# Notes: GGE and correlation length after the Ising quench $g_0=0\to g=1$

## Conventions and the general statement

I take the transverse-field Ising ring with $N$ sites,
$$H(g)=-J\sum_{j=1}^{N}\left(\sigma^x_j\sigma^x_{j+1}+g\,\sigma^z_j\right),\qquad \sigma_{N+1}=\sigma_1 ,$$
with energies in units of $J$, times in $\hbar/J$ and lengths in lattice spacings. The parity $P=\prod_j\sigma^z_j$ is conserved. I start from the $P=+1$ ground state of $H(0)$, which is $(|{+}{+}\cdots\rangle+|{-}{-}\cdots\rangle)/\sqrt2$ in the $\sigma^x$ basis, and follow $C(r)=\langle\sigma^x_1\sigma^x_{1+r}\rangle$.

The Jordan–Wigner Majoranas are $a_j=\big(\prod_{l<j}\sigma^z_l\big)\sigma^x_j$ and $b_j=\big(\prod_{l<j}\sigma^z_l\big)\sigma^y_j$. They give $\sigma^z_j=-ia_jb_j$ and $\sigma^x_j\sigma^x_{j+1}=-ib_ja_{j+1}$. The closing bond obeys $-ib_Na_1=-P\sigma^x_N\sigma^x_1$, so for $P=+1$ the fermions are antiperiodic, $a_{N+1}=-a_1$, and $k=(2n+1)\pi/N$.

Each pair $(k,-k)$, both empty or both filled, is a two-level system in the pseudo-field $2J(g-\cos k,\ \sin k)$. Its levels are $\pm\varepsilon_k$ with $\varepsilon_k=2J\sqrt{1+g^2-2g\cos k}$, the energy of one quasiparticle. The quench turns the field by an angle $\Delta_k$, and the scalar product of the two unit vectors is
$$\cos\Delta_k=\frac{1+g_0g-(g_0+g)\cos k}{\sqrt{(1+g_0^2-2g_0\cos k)(1+g^2-2g\cos k)}} .$$
The pair ends in its upper level, with one quasiparticle in each of $k$ and $-k$, with probability $n_k=\sin^2(\Delta_k/2)=(1-\cos\Delta_k)/2$. Every $\hat n_k$ commutes with $H(g)$. The generalised Gibbs ensemble (GGE; Rigol, Dunjko, Yurovsky and Olshanii, 2007) maximises the entropy at fixed $\langle\hat n_k\rangle$:
$$\rho_{\rm GGE}=Z^{-1}e^{-\sum_k\lambda_k\hat n_k},\qquad n_k=\frac1{e^{\lambda_k}+1},\qquad \lambda_k=\ln\frac{1-n_k}{n_k}.$$

The correlator is a string, $\sigma^x_1\sigma^x_{1+r}=\prod_{j=1}^r(-ib_ja_{j+1})$. The GGE is Gaussian, and for $n_k=n_{-k}$ the contractions $\langle a_ja_l\rangle$ and $\langle b_jb_l\rangle$ vanish for $j\ne l$. Wick's theorem then gives an $r\times r$ Toeplitz determinant,
$$C(r)=\det\Gamma,\qquad \Gamma_{jl}=-i\langle b_ja_{l+1}\rangle=\frac1N\sum_k e^{-ik(j-l)}f(k),\qquad f(k)=(1-2n_k)\,\frac{1-ge^{ik}}{|1-ge^{ik}|}.$$
The phase factor is the ground-state symbol, because $H=-J\sum_{jl}K_{jl}(-ib_ja_{l+1})$ with $K$ of symbol $1-ge^{ik}$, and the energy is lowest when $\Gamma$ is the orthogonal polar factor of $K$. For $0\le g_0,g<1$ the numerator of $\cos\Delta_k$ is at least $(1-g_0)(1-g)>0$, the phase does not wind, and its logarithm has zero mean. Szegő's theorem for $N\to\infty$ and then large $r$ gives $C(r)\sim e^{-r/\xi}$ with
$$\frac1\xi=-\int_{-\pi}^{\pi}\frac{dk}{2\pi}\ln|\cos\Delta_k| ,$$
the result of Calabrese, Essler and Fagotti (2011). It does not hold as it stands when both fields exceed 1, where the symbol winds. The case $g_0=g>1$ shows this: the integral vanishes, while the paramagnetic ground state has a finite $\xi$. My case $g=1$ lies on the edge of the Szegő argument, which is why I want it done exactly.

## Specialising to $g_0=0$, $g=1$

With $1-\cos k=2\sin^2(k/2)$,
$$\cos\Delta_k=|\sin(k/2)|,\qquad \varepsilon_k=4J|\sin(k/2)|,\qquad \lambda_k=2\ln\tan\frac{\pi+|k|}{4}.$$
The integral is $-\frac1\pi\int_0^\pi\ln\sin(k/2)\,dk=\ln2=0.6931$, so $\xi=1.4427$. For general $g\le1$ from $g_0=0$ I factor $1-g\cos k=\alpha|1-\eta e^{ik}|^2$ with $\alpha=(1+\sqrt{1-g^2})/2$ and $\eta=g/2\alpha\le1$. The logarithms of $|1-\eta e^{ik}|$ and $|1-ge^{ik}|$ have zero mean, so $1/\xi=-\ln\alpha$. This gives $\xi=14.4$ at $g=0.5$ and joins $1/\xi=\ln2$ continuously at $g=1$.

Since $|1-e^{ik}|=2|\sin(k/2)|$, the symbol collapses to
$$f(k)=\tfrac12\,(1-e^{ik}).$$
So $\Gamma_{jj}=\tfrac12$, $\Gamma_{j,j-1}=-\langle\sigma^z\rangle=-\tfrac12$, and all other entries vanish for $r<N$. The matrix is triangular and
$$C_{\rm GGE}(r)=2^{-r}\qquad(r<N),$$
with amplitude one and no power-law factor. No asymptotics is involved: the ratio $C(r+1)/C(r)=e^{-1/\xi}=\tfrac12$ holds from the first step.

## The four-site ring

Four is the smallest $N$ with two inequivalent distances, $r=1$ and $r=2$, so it is the smallest ring on which a decay rate can be read. The momenta are $\pm\pi/4$ and $\pm3\pi/4$.

| $k$ | $\cos\Delta_k$ | $n_k$ | $\lambda_k$ | $\varepsilon_k/J$ | $k_BT_k/J=\varepsilon_k/(J\lambda_k)$ |
|---|---|---|---|---|---|
| $\pi/4$ | 0.3827 | 0.3087 | 0.8064 | 1.5307 | 1.8982 |
| $3\pi/4$ | 0.9239 | 0.0381 | 3.2298 | 3.6955 | 1.1442 |

The two mode temperatures differ, so no single $\beta$ reproduces the occupations. On the long chain $k_BT_k$ runs from $2J$ at $k\to0$ to zero at $k=\pi$. The energy is $\sum_k\varepsilon_k(n_k-\tfrac12)=-2J\sum_k\sin^2(k/2)=-4J$, which equals $\langle H(1)\rangle$ in the initial state (four satisfied bonds, $\langle\sigma^z\rangle=0$).

I solved the same problem without fermions. The initial state is even under $P$, translations and reflections. That sector holds four normalised symmetric sums of $\sigma^x$ configurations: $|F\rangle$ (2 aligned configurations), $|1\rangle$ (8 with one spin against three), $|A\rangle$ (4 of type ${+}{+}{-}{-}$) and $|{\rm Ne}\rangle$ (2 Néel). The operator $\sigma^z_j$ flips spin $j$. An off-diagonal element is $-gJ$ times the number of single-flip links between two sets over the root of the product of their sizes: $8/\sqrt{16}=2$, $16/\sqrt{32}=2\sqrt2$, $8/\sqrt{16}=2$. At $g=1$,
$$\frac HJ=\begin{pmatrix}-4&-2&0&0\\-2&0&-2\sqrt2&-2\\0&-2\sqrt2&0&0\\0&-2&0&4\end{pmatrix},\qquad \det(E-H/J)=E^4-32E^2+128 .$$
Hence $E^2=16\pm8\sqrt2$, that is $E=\pm5.2263$ and $\pm2.1648$, which are $\pm\varepsilon_{\pi/4}\pm\varepsilon_{3\pi/4}$ in units of $J$. The eigenvectors are
$$u(E)=\tfrac12\Big(\frac{-2}{E+4},\ 1,\ \frac{-2\sqrt2}{E},\ \frac{-2}{E-4}\Big),$$
normalised for all four roots. The quench populates them with $p(E)=u_F^2=(E+4)^{-2}$. The site-averaged correlators are diagonal in this basis, with entries $(1,0,0,-1)$ for $r=1$ and $(1,0,-1,1)$ for $r=2$. With $(E^2-16)^2=128$ the eigenstate values are $c_1(E)=-E/8$ and $c_2(E)=(E^2+16)/64-2/E^2=(1\pm\sqrt2)/4$, the upper sign for the outer levels.

| $E$ | $p(E)$ | pair product | $c_2(E)$ |
|---|---|---|---|
| $-5.2263$ | 0.6650 | $(1-n_{\pi/4})(1-n_{3\pi/4})$ | 0.6036 |
| $-2.1648$ | 0.2969 | $n_{\pi/4}(1-n_{3\pi/4})$ | $-0.1036$ |
| $+2.1648$ | 0.0263 | $(1-n_{\pi/4})\,n_{3\pi/4}$ | $-0.1036$ |
| $+5.2263$ | 0.0117 | $n_{\pi/4}\,n_{3\pi/4}$ | 0.6036 |

The spin weights are the products of the pair probabilities, which confirms $n_k=(1-\cos\Delta_k)/2$ by a route free of Bogoliubov angles. The levels are non-degenerate, so the infinite-time average is $\sum_Ep(E)c_r(E)$. For $r=1$ it is $-\langle E\rangle/8=\tfrac12$, equal to the GGE value. For $r=2$ the outer levels carry $\tfrac12(1+\sqrt2/4)=0.6768$ and the inner ones $0.3232$, because $\cos\Delta_{\pi/4}\cos\Delta_{3\pi/4}=\sqrt2/4$. Then
$$\overline{C(2)}=\tfrac14+\tfrac{\sqrt2}4\cdot\tfrac{\sqrt2}4=\tfrac38 ,$$
against $C_{\rm GGE}(2)=\tfrac14$. So on four sites the GGE determinant already has the exact rate $\ln 2$, while the true time average exceeds it at $r=2$ by $\tfrac18$, half the GGE value. I need to know how this excess scales with $N$.

## Why $2^{-r}$, and the size of the finite-$N$ excess

At $g=1$ I relabel $\gamma_{2j-1}=a_j$, $\gamma_{2j}=b_j$. Then $H=iJ\sum_{m=1}^{2N}\gamma_m\gamma_{m+1}$ is a uniform chain, and $\hbar\dot\gamma_m=2J(\gamma_{m+1}-\gamma_{m-1})$. With the antiperiodic shift matrix $T$ ($T_{m,m+1}=1$) this reads $\hbar\dot\gamma=A\gamma$, $A=2J(T-T^{-1})$, with eigenvalues $4iJ\sin q$ and $q=(2n+1)\pi/2N$. The covariance $M_{mn}=-i\langle\gamma_m\gamma_n\rangle$ ($m\neq n$) evolves as $e^{At/\hbar}M e^{-At/\hbar}$. At $t=0$ it is 1 on the $b_ja_{j+1}$ links and 0 on the $a_jb_j$ links, so
$$M(0)=U+S,\qquad U=\tfrac12(T-T^{-1}),\qquad S=\tfrac12D\,(T+T^{-1}),\qquad D_{mm}=(-1)^m .$$
$U$ commutes with $A$ and is conserved. It puts $\tfrac12$ on every link, which is the GGE covariance found above. Since $DT=-TD$, $S$ anticommutes with $A$, so $S(t)=Se^{-2At/\hbar}$. No $q$ has $\sin q=0$, so $S(t)$ averages to zero. Its elements are $S_{m,m+d}=(-1)^ms_d$ with $\tau=8Jt/\hbar$ and
$$s_d=\frac1{2N}\sum_q\cos q\;e^{-iqd-i\tau\sin q}.$$
Grouping $q,-q,\pi-q,q-\pi$ gives $s_d=\frac2N\sum_{0<q<\pi/2}\cos q\cos dq\cos(\tau\sin q)$ for odd $d$ and $s_d=-\frac2N\sum_{0<q<\pi/2}\cos q\sin dq\sin(\tau\sin q)$ for even $d$. With $q=k/2$ the frequencies are $2\varepsilon_k/\hbar$.

The nearest-neighbour correlator is $C(1,t)=M_{23}=\tfrac12+s_1$. On four sites
$$C(1,t)=\tfrac12+0.4268\cos\omega_1t+0.0732\cos\omega_2t,\qquad \omega_1=3.0615\,J/\hbar,\quad\omega_2=7.3910\,J/\hbar ,$$
which never settles, so only averages can be compared with the GGE. For $r=2$ and $N\ge3$, Wick's theorem gives $M_{23}M_{45}-M_{24}M_{35}+M_{25}M_{34}$, that is
$$C(2,t)=(\tfrac12+s_1)^2+s_2^2+s_3(\tfrac12-s_1).$$
The linear terms average out. In the quadratic terms only equal frequencies survive, each with a factor $\tfrac12$, and $\cos^2q+\sin^22q-\cos q\cos3q=2\sin^22q$. Therefore
$$\overline{C(2)}-\tfrac14=\frac4{N^2}\sum_{0<k<\pi}\cos^2\frac k2\,\sin^2k=\frac1{N^2}\sum_{\text{all }k}(1+\cos k)\sin^2k=\frac1{2N}\qquad(N\ge4).$$
For $N=4$ this is $\tfrac18$, as the spin calculation found. For $N=3$ the term $\cos k\sin^2k=(\cos k-\cos3k)/4$ also contributes, the excess is $\tfrac14$, and $\overline{C(2)}=\tfrac12=\overline{C(1)}$, as the symmetry $C(r)=C(N-r)$ requires.

The weight $\cos^2(k/2)=\sin^2\Delta_k=4n_k(1-n_k)$ identifies the origin. In the true state $\hat n_k=\hat n_{-k}$, so $\langle(1-2\hat n_k)(1-2\hat n_{-k})\rangle=1$, whereas the GGE treats the two as independent and gives $\cos^2\Delta_k$. Such same-pair terms are of order $N$ in number out of $N^2$ terms of the double momentum sum. The relative excess at $r=2$ is $2/N$.

For $N\to\infty$ at fixed $t$ the sum becomes a Bessel integral, $s_d=(-1)^{d+1}d\,J_d(\tau)/\tau$. All $s_d$ fall as $t^{-3/2}$, so the covariance of any fixed block converges to $U$. The state stays Gaussian, hence $C(r,t)\to2^{-r}$ without time averaging. The order of limits is $N\to\infty$, then $t\to\infty$, then large $r$.

## The momentum sum on the finite ring

The discrete form of the integral has its own meaning. At $r=N$ the matrix $\Gamma$ acquires the corner entry $\Gamma_{1N}=+\tfrac12$ from the antiperiodic wrap, and its determinant is the product of its eigenvalues,
$$\prod_kf(k)=\prod_k\cos\Delta_k=2^{1-N},$$
because $\prod_k(z-e^{ik})=z^N+1$ equals 2 at $z=1$. Thus $1/\xi_N=-\frac1N\sum_k\ln\cos\Delta_k=(1-1/N)\ln2$. For $N=4$ the product is $\tfrac18$, $1/\xi_4=0.5199$ and $\xi_4=1.9236$. The closed string of all $N$ antiperiodic bonds is the operator $P$, and $\rho_{\rm GGE}$ as written includes both parities, with $\langle P\rangle=2^{1-N}$. This is why $2^{-r}$ violates $C(r)=C(N-r)$. Projecting on $P=+1$ at unchanged $\lambda_k$ adds the complementary string,
$$C_{\rm proj}(r)=\frac{2^{-r}+2^{-(N-r)}}{1+2^{1-N}}\qquad(0<r<N),$$
which gives $\tfrac59$ and $\tfrac49$ on four sites. At fixed $r$ this change is exponentially small in $N$, so on long rings the $1/2N$ pair term dominates.

## Comparison with the Gibbs state

On the infinite chain the thermal state has $1-2n_k=\tanh(\beta\varepsilon_k/2)$. Matching the energy $-J$ per site means
$$\frac1\pi\int_0^\pi2\sin\frac k2\,\tanh\!\Big(2\beta J\sin\frac k2\Big)dk=1 ,$$
whose root is $\beta J=0.7316$, or $k_BT=1.367\,J$. The symbol is $\tfrac12(1-e^{ik})\,w(k)$ with $w=\tanh(\beta\varepsilon_k/2)/|\sin(k/2)|$ smooth and positive. With Fourier coefficients $w_d$ the entries are $\Gamma_{jl}=(w_{j-l}-w_{j-l-1})/2$. The energy condition fixes $C_{\rm th}(1)=(w_0-w_1)/2=\tfrac12$, the same as in the GGE. One site further, $C_{\rm th}(2)=\tfrac14+\tfrac14(w_1-w_2)=0.279$. The mean of $-\ln|f|$ gives $1/\xi_{\rm th}=0.579$, or $\xi_{\rm th}=1.73$. I checked this rate on the determinants: $C_{\rm th}(3)/C_{\rm th}(2)$ agrees with $e^{-1/\xi_{\rm th}}$ to better than one part in a thousand. The stationary state after the quench, with $\xi=1/\ln2=1.4427$, is therefore less correlated than the thermal state of equal energy, and $r=2$ is the first distance that tells the two apart.